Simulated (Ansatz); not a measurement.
## LiH: band masses and rigid-band transport, calculated with Ansatz

Space group Fm-3m (No. 225), 2 atoms in the cell of the first input below: a = 2.874 Å, b = 2.874 Å, c = 2.874 Å, α = 60.00°, β = 60.00°, γ = 60.00°.

The structure is a measured one, not always of the ambient phase, taken without relaxation (pressure -1.5 GPa with this functional, without spin–orbit coupling). Functional: r2SCAN.

Spin–orbit coupling is left out. Kohn–Sham gap between the band edges found on a fine mesh: 3.66 eV.

Levels at points 0.012 Å⁻¹ about the band edges give the masses:

```yaml
crystal:
  lattice:
    - [0.0, 2.0324982387, 2.0324982387]
    - [2.0324982387, 0.0, 2.0324982387]
    - [2.0324982387, 2.0324982387, 0.0]
  atoms:
    - { symbol: Li, position: [0.0, 0.0, 0.0] }
    - { symbol: H, position: [0.5, 0.5, 0.5] }
basis:
  ecutwfc: 500
  ecutrho_ratio: 4
kpoints:
  mp_grid: { grid: [14, 14, 14] }
hamiltonian:
  xc: r2scan
scf:
  occupations: { method: gaussian, width: 0.05 }
output:
  forces: true
  stress: true
  eigenvalues: true
  eigenstates:
    kpoints:
      - [0.0, -0.5, -0.5]
      - [0.0, -0.496118214, -0.496118214]
      - [0.0, -0.503881786, -0.503881786]
      - [0.003881786, -0.5, -0.496118214]
      - [-0.003881786, -0.5, -0.503881786]
      - [0.003881786, -0.496118214, -0.5]
      - [-0.003881786, -0.503881786, -0.5]
      - [0.002744837, -0.497255163, -0.494510326]
      - [-0.002744837, -0.502744837, -0.505489674]
      - [0.002744837, -0.494510326, -0.497255163]
      - [-0.002744837, -0.505489674, -0.502744837]
      - [0.005489674, -0.497255163, -0.497255163]
      - [-0.005489674, -0.502744837, -0.502744837]
      - [0.0044823, -0.4955177, -0.4955177]
      - [-0.0044823, -0.5044823, -0.5044823]
      - [0.0, -0.5, -0.5]
      - [0.0, -0.496118214, -0.496118214]
      - [0.0, -0.503881786, -0.503881786]
      - [0.003881786, -0.5, -0.496118214]
      - [-0.003881786, -0.5, -0.503881786]
      - [0.003881786, -0.496118214, -0.5]
      - [-0.003881786, -0.503881786, -0.5]
      - [0.002744837, -0.497255163, -0.494510326]
      - [-0.002744837, -0.502744837, -0.505489674]
      - [0.002744837, -0.494510326, -0.497255163]
      - [-0.002744837, -0.505489674, -0.502744837]
      - [0.005489674, -0.497255163, -0.497255163]
      - [-0.005489674, -0.502744837, -0.502744837]
      - [0.0044823, -0.4955177, -0.4955177]
      - [-0.0044823, -0.5044823, -0.5044823]
    de_dk: true
    e_range: [-2.427965902592, 2.427965902591]
```

```bash
ansatz run input.yaml --threads 4 --pin off --max-ram 9216MiB --backend cpu --events-out ev --progress --plain --runs-dir out
```

Time: 0.74 s on 4 threads of Intel(R) Xeon(R) Platinum 8488C (Sapphire Rapids), on a shared host, peak memory 0.34 GiB.

Edges at k = (0.000, -0.500, -0.500) and (0.000, -0.500, -0.500); masses in electron masses along fixed Cartesian directions (which need not be the axes of a valley), negative for hole-like bands, for at most the three nearest levels of the same spin at these k-points, within 0.3 eV:

| edge | band | from the edge (meV) | degeneracy | x | y | z | 111 |
| --- | --- | --- | --- | --- | --- | --- | --- |
| valence | 1 | 0 | 1 | -0.175 | -4.5 | -4.5 | -0.486 |
| conduction | 1 | 0 | 1 | 0.134 | 0.981 | 0.981 | 0.315 |

These curvatures agree with the slopes at the same points. They hold at the edge alone, and further out the bands need not be parabolic.

The states of the whole zone with their velocity products:

```yaml
crystal:
  lattice:
    - [0.0, 2.0324982387, 2.0324982387]
    - [2.0324982387, 0.0, 2.0324982387]
    - [2.0324982387, 2.0324982387, 0.0]
  atoms:
    - { symbol: Li, position: [0.0, 0.0, 0.0] }
    - { symbol: H, position: [0.5, 0.5, 0.5] }
basis:
  ecutwfc: 500
  ecutrho_ratio: 4
kpoints:
  mp_grid: { grid: [14, 14, 14] }
hamiltonian:
  xc: r2scan
scf:
  occupations: { method: gaussian, width: 0.05 }
output:
  forces: true
  stress: true
  eigenvalues: true
  states_by_energy: { minimum_broadening: 0.025 }
```

```bash
ansatz run input.yaml --threads 4 --pin off --max-ram 9216MiB --backend cpu --events-out ev --progress --plain --runs-dir out
```

Time: 9.3 s on 4 threads of Intel(R) Xeon(R) Platinum 8488C (Sapphire Rapids) (shared host), peak memory 0.6 GiB.

From that table, at a constant relaxation time τ with Fermi–Dirac weights and rigid bands:

```
T (K)  doping (cm⁻³)  μ − E_F (eV)  σ_xx/τ (10²⁰/Ω m s)  S_xx (μV/K)  Lorenz (10⁻⁸ V²/K²)  ħω_p,xx (eV)
  300         n 1e19         1.805              0.00871         -304                 1.87         0.207
  300         p 1e19        -1.760              0.00536          442                 1.83         0.162
  300         n 1e20         1.893                0.086         -127                 2.06         0.649
  300         p 1e20        -1.825               0.0532          249                 1.89         0.510
  300         n 1e21         2.161                0.791          -31                 2.39         1.967
  300         p 1e21        -1.933                0.495           91                 2.20         1.557
  600         n 1e19         1.724              0.00852         -391                 1.83         0.204
  600         p 1e19        -1.634              0.00497          535                 1.79         0.156
  600         n 1e20         1.864               0.0844         -201                 1.92         0.643
  600         p 1e20        -1.757               0.0495          339                 1.81         0.492
  600         n 1e21         2.155                0.785          -62                 2.27         1.960
  600         p 1e21        -1.910                 0.47          158                 1.91         1.517
  900         n 1e19         1.623              0.00833         -443                 1.81         0.202
  900         p 1e19        -1.487              0.00465          587                 1.65         0.151
  900         n 1e20         1.818               0.0827         -250                 1.86         0.636
  900         p 1e20        -1.668               0.0463          390                 1.66         0.476
  900         n 1e21         2.145                0.776          -89                 2.15         1.949
  900         p 1e21        -1.874                0.447          200                 1.71         1.479
```

Q: Which of the dopings listed at 300 K has the largest power factor S²σ/τ along x?

A: n 1e19: 0.8, p 1e19: 1, n 1e20: 1.4, p 1e20: 3.3, n 1e21: 0.78, p 1e21: 4.1 (10¹¹ W/m K² s), so p 1e21 cm⁻³, if τ is the same for all.

Caveats: crystals with gaps this wide can seldom be doped to such densities with both signs of carrier, so the rows show what the bands would give; melting, decomposition and changes of phase at these temperatures weren't checked; no scattering is computed, and the gap isn't corrected.

Both band edges lie at X and are light along Γ–X but much heavier across it, most strongly in the valence band. That band is mainly H 1s: for s orbitals on an fcc lattice, nearest-neighbour hopping leaves no quadratic dispersion transverse to Γ–X at this point, hence the mass of -4.5 beside -0.175. Along Γ–X, coupling between the two edge states across the gap probably helps to make both carriers light.

The equivalent X valleys together restore cubic transport. Their light direction sustains the conductivity, while the heavy directions raise the density of states. This explains why holes have the larger Seebeck coefficient but the smaller σ/τ at every listed doping and temperature. At 300 K the gain in S² outweighs the loss in σ/τ.

The gap of 3.66 eV is well below experiment, as expected from a semilocal functional, so the light masses may be somewhat too small. The p-type advantage needn't survive in the real power factor, since the larger hole density of states also favours scattering, and holes in an ionic hydride may self-trap.
